Why does it cost more to squeeze indium arsenide by six per cent of its volume than to stretch it by the same amount? The two ends of this scan lie 19.6 and 16.0 meV per atom above the minimum, so compression is dearer by more than a fifth. The pressure is lopsided in the same sense. The crystal keeps its structure throughout, with four equal bonds around each atom, so only the bond length changes. The four scaled volumes were computed without further relaxation. This does no harm, because the symmetry fixes both the shape of the cell and the places of the atoms.

Zincblende InAs (2-atom cell) at scaled volumes of the relaxed cell, computed with Ansatz 0.2.0: PBEsol, plane-wave PAW, scalar-relativistic, no spin polarisation. Cutoff 420 eV, Gamma-centred 12×12×12 k mesh, Gaussian smearing 0.1 eV. Energies count from the minimum of a third-order Birch–Murnaghan fit; pressure is positive in compression.

| volume per atom (Å³/atom) | energy over minimum (meV/atom) | pressure (GPa) |
| --- | --- | --- |
| 26.510 | 19.6 | 3.96 |
| 27.356 | 4.6 | 1.80 |
| 28.202 | 0.0 | -0.02 |
| 29.049 | 4.3 | -1.55 |
| 29.895 | 16.0 | -2.84 |

**A tempting explanation: ideal springs seen through a cube root**

Suppose that the bonds are ideal springs, equally stiff whether short or long. The curve against volume is still lopsided, because length goes as the cube root of volume. Taking away a given volume shortens the bonds by more than adding the same volume lengthens them. Compression then costs more, although nothing in the bond itself prefers one direction.

The sign is right, but the size is not. At the volumes of this scan, ideal springs make the compressed end 1.06 times as costly as the expanded end, whereas the calculation gives 1.225. Both ratios are slightly lowered because the scan is centred at a slightly larger volume than that of the fitted minimum. Allowing for that, geometry supplies only about a third of the excess over one. The rest must come from a change in the bonds.

**Measuring the stiffness of the bond**

The pressures allow a direct test. Each atom has four bonds, each shared with a neighbour, which makes two bonds per atom. Let $V$ be the volume per atom, $p$ the pressure, $d$ the bond length and $T$ the tension in one bond, positive when it pulls the atoms together. Since $V$ grows as $d^3$, equating the work done on the crystal with the work done on its bonds gives

$$-p\,dV = 2T\,dd, \qquad dV=\frac{3V}{d}\,dd, \qquad T=-\frac{3pV}{2d}.$$

The slope of this tension against bond length is the stiffness, and for ideal springs it would be constant. Instead it falls at every step, from 7.5 eV/Å² between the two most compressed volumes to 5.4 eV/Å² between the two most expanded. That is a loss of 28 % while the bond lengthens by about 3 %. The numbers thus decide against ideal springs without any assumed shape for the energy curve.

This stiffness describes the whole crystal breathing evenly. It includes the electrostatic forces and those from more distant atoms, which have merely been booked to the bonds. An isolated In–As pair would have a different value, and bending the bond angles is another motion, which this scan does not sample.

**Why a longer bond is softer**

Two opposing effects set the bond length. Sharing electrons pulls the atoms together, while the overlap of filled shells and the rising kinetic energy of the squeezed electrons push them apart. Both fade with distance, but the repulsion fades faster. At equilibrium the two forces are equal, so the one that changes more steeply with distance governs the stiffness.

Stretching the bond weakens that steep repulsion first, and the stiffness falls with it. Shortening the bond strengthens it rapidly, and the crystal hardens. This is the standard physics of chemical bonding rather than something read from the table, because the calculation does not divide the energy into attraction and repulsion. What the table does show is the softening that such a balance produces.

**A simple model and one estimate**

The Morse curve puts this picture into a formula. With $x$ the bond length divided by its equilibrium value, the energy per atom is

$$E=D\left(1-e^{-s(x-1)}\right)^2 \approx Ds^2\,(x-1)^2\,\bigl[1-s(x-1)\bigr].$$

Here $D$ sets the energy scale and $s$ tells how fast the bond softens. The squared factor is the ideal spring, and the square bracket is the correction for softening. Both constants were fitted to the five pressures, which gives $s=3.75$.

At the ends of the scan the bond length has changed by about 2 %. The bracket is then $1+3.75\times0.02=1.075$ on compression and $1-3.75\times0.02=0.925$ on expansion. Their ratio, $1.075/0.925=1.16$, is the part due to softening. Multiplied by the ratio for ideal springs at these volumes it gives $1.06\times1.16=1.23$, in agreement with the computed ratio of the energies. Both end rows entered the fit through their pressures. The energies entered only by fixing the volume of the minimum, which was taken from the Birch–Murnaghan fit.

The full Morse curve reproduces all five energies to within 0.05 meV per atom, about as finely as they are printed. Ideal springs fitted to the same pressures miss by up to 1.5 meV per atom, too low on compression and too high on expansion. The good agreement confirms that stress and energy in the calculation are consistent, but it does not prove the Morse shape. The Birch–Murnaghan curve of the caption also follows these energies closely, and so narrow a range of lengths does not establish $D$ as the energy needed to pull the crystal apart. The printed analysis after this text gives both fits row by row.

**What carries over to a neighbour and to a device**

The energy scale $D$ cancels from the ratio of the two ends, so a stiffer crystal need not be a more lopsided one. Gallium arsenide has the same structure with shorter, stiffer bonds and a higher bulk modulus. That modulus is nevertheless known to grow with pressure at a similar rate. In the Morse curve this rate depends on $s$ alone: at the minimum the modulus rises by $s+1=4.75$ GPa for each GPa of pressure, and the Birch–Murnaghan fit gives the same value. For equal percentage changes of volume, its lopsidedness should therefore be much like that of InAs, though no row here tests this.

For someone estimating stress, the practical point is that a constant bulk modulus errs in opposite directions. The model gives 55.7 GPa at the minimum, and 6 % compression would then need $55.7\times0.06=3.3$ GPa, whereas the calculation gives 3.96 GPa. At 6 % expansion the same rule overestimates the tension, which is 2.84 GPa. These figures hold for equal strain in all directions; a thin film held to its substrate also needs the shear response.

The scan cannot be used for the band gap of a strained InAs channel. It finds no gap at any volume, whereas real InAs is a semiconductor with a gap of roughly 0.4 eV. Semilocal functionals such as this one are known to place the conduction band of InAs too low. If its lowest state drops below the top of the valence band, the order of the bands is wrong and they are expected to touch, as they do here. The missing spin–orbit coupling is not the culprit, since it raises the top of the valence band and would narrow a normal gap further. How much the faulty band order alters the elastic numbers is not tested here. A hybrid-functional scan at the same volumes would show whether those numbers change, but not how much of the change is due to the band order alone.

Numerical output:

```
energy at compressed end less energy at expanded end, meV/atom: 3.6
energy ratio compressed to expanded end, computed: 1.225
same ratio for a parabola in volume about the fitted minimum: 0.9745
same ratio for ideal springs in bond length: 1.056
change of smearing term over the scan, meV/atom: 0.00554
bonds (stiffness belongs to the interval from the row above):
     row  bond length A  tension per bond eV/A  stiffness per bond eV/A2
   26.51          2.582                -0.3806                       n/a
  27.356          2.609                -0.1767                     7.503
  28.202          2.636               0.002003                      6.71
  29.049          2.662                 0.1583                     5.983
  29.895          2.688                 0.2957                     5.367
fall of stiffness from first to last interval, percent: 28.46
fit of pressure on 5 rows: coefficient of springterm 169.9 +/- 8.7; rms 0.247, worst 29.895 -0.386, leave-one-out rms 0.406
fit of pressure on 5 rows: coefficient of exp(-s*(x-1))*(1-exp(-s*(x-1)))/x**2 -44.55 +/- 0.017, s 3.75; rms 0.00164, worst 29.049 -0.0034, leave-one-out rms 0.00299
energies from constants fitted to pressures, meV/atom:
     row  computed  ideal spring  softening bond
   26.51      19.6         18.46            19.6
  27.356       4.6         4.464           4.558
  28.202         0      0.000683       0.0006714
  29.049       4.3         4.517           4.278
  29.895        16         17.49           15.98
largest energy miss of ideal spring, meV/atom: 1.485
largest energy miss of softening bond, meV/atom: 0.04175
bulk modulus at the minimum from softening bond, GPa: 55.68
```
